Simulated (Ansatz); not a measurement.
# A series in volume scale on Li

All results are calculated (Ansatz 0.2.0). Periodic Kohn-Sham DFT of a crystal at fixed atoms, scaled to volume_scale times the given cell; pressure positive in compression, energy less spherical unpolarised free atoms, largest_vzz the field gradient of largest size among the nuclei.

The cell before it is scaled or strained (space group Fm-3m, No. 225):
```
Li
1.0
      0.0000     2.2020     2.2020
      2.2020     0.0000     2.2020
      2.2020     2.2020     0.0000
Li
1
Direct
  0.00000 0.00000 0.00000
```

Settings of every row: method all-electron LAPW; functional PBEsol; relativity scalar; k mesh 13x13x13; filling fermi-dirac; smearing width 0.08 eV; basis error target 0.25 meV/atom; nucleus gaussian.

Atom start moment: 0 on all atoms.

```csv
row,volume scale,V (Å³/atom),energy less free atoms (eV/atom),pressure (GPa)
1,0.94,20.073,-1.9713,0.103
2,0.95,20.286,-1.9713,-0.042
3,0.96,20.5,?,?
4,0.98,20.927,-1.9703,-0.438
5,0.99,21.141,-1.9696,-0.559
6,1,21.354,-1.9688,-0.674
7,1.01,21.568,-1.9678,-0.784
8,1.02,21.781,-1.9667,-0.89
9,1.04,22.208,-1.9641,-1.087
10,1.05,22.422,-1.9626,-1.18
11,1.06,22.635,-1.9609,-1.268
```

Question: what energy less free atoms and pressure should row 3 give?

Worked fit of energy less free atoms. Take u = (V_r/V)^(2/3) − 1 with V_r = 21.461 Å³ an atom, which is twice the finite (Eulerian) strain; such expansions in the strain, on which the Birch-Murnaghan equation of state is built, carry the rest volume and the bulk modulus. The shown rows have u = 0.04558, 0.03825, 0.01694, 0.01007, 0.00334, -0.00331, -0.00982, -0.02255, -0.02878, -0.03488. Least squares give energy less free atoms = −1.96832 − 0.1478 × u + 1.817 × u² eV/atom; a straight line predicts inner rows, each left out in turn, worse (root mean square 0.0011 against 2.9e-05 eV/atom). The rows lie off it by 0.0000, 0.0000, 0.0000, 0.0000, 0.0000, 0.0000, 0.0000, 0.0000, 0.0000, 0.0001. Its lowest point lies at u = 0.0407, or V = 20.22 Å³ an atom, and the curvature there gives the bulk modulus at fixed shape and fractions, B = (4/9)(1 + u)² E″(u)/V = 13.9 GPa. The withheld row has u = 0.03101, so the fit gives −1.96832 − 0.1478 × (0.03101) + 1.817 × (0.03101)² = -1.9712 eV/atom.

The calculation gave -1.9711 eV/atom. The fit lies 0.0001 eV/atom (0.96 % of the column's range) below it, one unit of the last digit.

Worked fit of pressure. Take u = (V_r/V)^(2/3) − 1 with V_r = 21.461 Å³ an atom, which is twice the finite (Eulerian) strain; such expansions in the strain, on which the Birch-Murnaghan equation of state is built, carry the rest volume and the bulk modulus. The shown rows have u = 0.04558, 0.03825, 0.01694, 0.01007, 0.00334, -0.00331, -0.00982, -0.02255, -0.02878, -0.03488. Least squares give pressure = −0.7299 + 16.65 × u + 35.33 × u² GPa; a straight line predicts inner rows, each left out in turn, worse (root mean square 0.021 against 0.00052 GPa). The rows lie off it by 0.001, -0.001, 0.000, 0.000, 0.000, 0.001, 0.000, 0.000, 0.000, 0.000. The pressure vanishes at u = 0.0404, or V = 20.22 Å³ an atom, and there the bulk modulus at fixed shape and fractions is B = −V dP/dV = (2/3)(1 + u) dP/du = 13.5 GPa. The withheld row has u = 0.03101, so the fit gives −0.7299 + 16.65 × (0.03101) + 35.33 × (0.03101)² = -0.180 GPa.

The calculation gave -0.18 GPa. The fit meets it to the printed digit.
